A squeezed crystal with less energy

At a strain of −0.02 the copper crystal has been shortened by 2 % along its c axis, and its energy has fallen by 5.0 meV per atom. That looks wrong, because deforming a crystal at rest should cost energy whichever way it is pushed. Stretching by the same 2 % does cost energy, 12.5 meV per atom. The stress column resolves the puzzle: this crystal was not at rest when the scan began.

Hcp copper (2 atoms per cell, a = 2.534 Å, c = 4.113 Å), strained along c only, starting from a cell not relaxed at this level. Ansatz 0.2.0, LDA with plane waves and PAW, scalar-relativistic, no spin polarisation, 420 eV cutoff, 21×21×12 k mesh, Gaussian smearing of 0.15 eV. Free energies are relative to the unstrained cell; pressure is positive in compression.

```
strain  energy change (meV/atom)  tensile stress along pattern (GPa)  pressure (GPa)
 -0.02                      -5.0                                0.61           -4.77
-0.015                      -4.5                                2.11           -5.65
 -0.01                      -3.5                                3.55           -6.49
-0.005                      -2.0                                4.93           -7.29
     0                       0.0                                6.26           -8.06
 0.005                       2.5                                7.54           -8.80
  0.01                       5.4                                8.76           -9.51
 0.015                       8.7                                9.94          -10.18
  0.02                      12.5                               11.07          -10.82
```

Where the tension comes from

At zero strain the tensile stress along c is already 6.26 GPa. A positive tensile stress means that the crystal pulls inward on whatever holds it at that length. The pressure, counted positive in compression, is negative for the same reason. The cell was taken as it stood and not relaxed with LDA, a functional well known to bind metals too tightly and to prefer short lattice constants. That is the likely main reason for the tension; the atomic datasets, made for a different functional, may add a share that was not tested.

A coil spring held stretched between two clamps behaves in the same way. Move the clamps together a little and the spring gives up energy; move them apart and it takes up more. The comparison holds for the c direction alone, since a spring has one length and the crystal also pulls sideways.

Energy as work

Only c changes in this scan, so the area A across which the stress σ acts stays fixed. Lengthening the cell by dL takes the work σ A dL. With strain ε counted from the starting length, this becomes, per atom,

dE = V₀ σ dε

where V₀ = 11.44 Å³ is the starting volume of one atom. To a first approximation the stress is a straight line, σ = σ₀ + Cε, with the initial tension σ₀ and a stiffness C. Adding up the work gives

ΔE = V₀ (σ₀ ε + ½ C ε²)

The two terms rule in opposite limits. For a very small strain the first one wins, and it changes sign with the strain: squeezing pays, stretching costs. For a large strain the second one wins, and it costs energy in both directions. If the start were free of stress, only the second would remain and the curve would be nearly symmetric.

One estimate in full

The constants come from a quadratic curve fitted to the stress along c in all nine rows; the energies played no part in that fit. It gives σ₀ = 6.26 GPa and C = 261 GPa. One GPa acting through 1 Å³ is about 6.2 meV, so V₀ is worth 11.44 × 6.2 ≈ 71 meV per GPa. At a strain of 0.02 the terms are

tension: 71 × 6.26 × 0.02 ≈ 8.9 meV
stiffness: ½ × 71 × 261 × 0.02² ≈ 3.7 meV

Stretching should therefore cost 8.9 + 3.7 = 12.6 meV per atom, and squeezing should change the energy by −8.9 + 3.7 = −5.2 meV. Both lie within about 0.2 meV of the table. Such agreement is expected, because the stress is by definition the slope of the same calculated energy; it checks that the two columns are consistent, not why the tension is there. The lopsided curve is thus an ordinary parabola tilted by the initial tension.

Its lowest point lies where the stress along c vanishes. Continuing the fitted curve slightly beyond the scan puts this at a strain of about −0.022. Even there the crystal would not be relaxed, because the in-plane tension is still close to 7 GPa in the most squeezed row.

Why the stress rises ever more slowly

The small remaining error comes from treating C as constant. Between neighbouring rows the slope of the stress falls from 300 GPa at the squeezed end to 226 GPa at the stretched end. The usual explanation is that the force drawing atoms back together grows less and less steeply as they move apart. The value of 261 GPa therefore belongs to a crystal under tension and should not be used as the elastic constant of relaxed hcp copper, still less of ordinary copper, which is fcc.

Why the sideways pull grows too

The pressure becomes more negative along the scan partly because the in-plane tension rises, although the in-plane lengths never change. Contacts between neighbouring layers are tilted, so lengthening them along c also tightens their sideways pull. If springs between nearest neighbours were the whole story, the in-plane stress would gain about 0.25 GPa for each GPa gained along c, once the changing volume and the changing tilt of the contacts are allowed for. Treated in the same way, the calculated stresses give 0.41.

The spring picture thus finds the right direction but too little coupling. A plausible source of the rest is the sea of shared electrons, whose energy depends largely on the volume, so that any tension it adds as c grows is added equally in every direction; forces between more distant atoms may also contribute.

For a similar scan, the stress along the strained direction in the undisturbed row is the number to read first. If it is tensile, a slight squeeze lowers the energy; if it is compressive, a slight stretch does. The printed analysis below gives the fit and the predicted energy for each row.

Numerical output:

```
fit of sc on 9 rows: constant 6.261 +/- 0.0029, coefficient of strain 261.2 +/- 0.15, coefficient of strain**2 -1051 +/- 13; rms 0.00463, worst 0.01 0.00763, leave-one-out rms 0.00957
Stresses and energy from integrated stress:
     row  in-plane stress GPa  slope from previous row GPa  predicted energy meV/atom
   -0.02                 6.85                          n/a                     -5.009
  -0.015                 7.42                          300                     -4.521
   -0.01                 7.96                          288                     -3.512
  -0.005                 8.47                          276                     -1.998
     0.0                 8.96                          266                          0
   0.005                 9.43                          256                      2.464
    0.01                9.885                          244                      5.376
   0.015                 10.3                          236                      8.716
    0.02                 10.7                          226                      12.47
Linear part of energy at strain 0.02 in meV/atom: 8.938
Quadratic part of energy at strain 0.02 in meV/atom: 3.729
Cubic part of energy at strain 0.02 in meV/atom: -0.2001
Largest miss of predicted energy in meV/atom: 0.0357
Fitted slope of stress along c at zero strain in GPa: 261.2
Fall of slope from first to last interval in percent: 24.67
Extrapolated strain where stress along c vanishes: -0.02202
Strain where stress is equal in all directions: 0.01745
Tension at that strain in GPa: 10.49
Ratio c/a of the start cell: 1.623
Ratio c/a where stress is equal in all directions: 1.651
In-plane stress rise over rise along c in whole scan: 0.3676
Same ratio corrected for geometry: 0.4101
Ratio expected from nearest-neighbour springs: 0.253
```
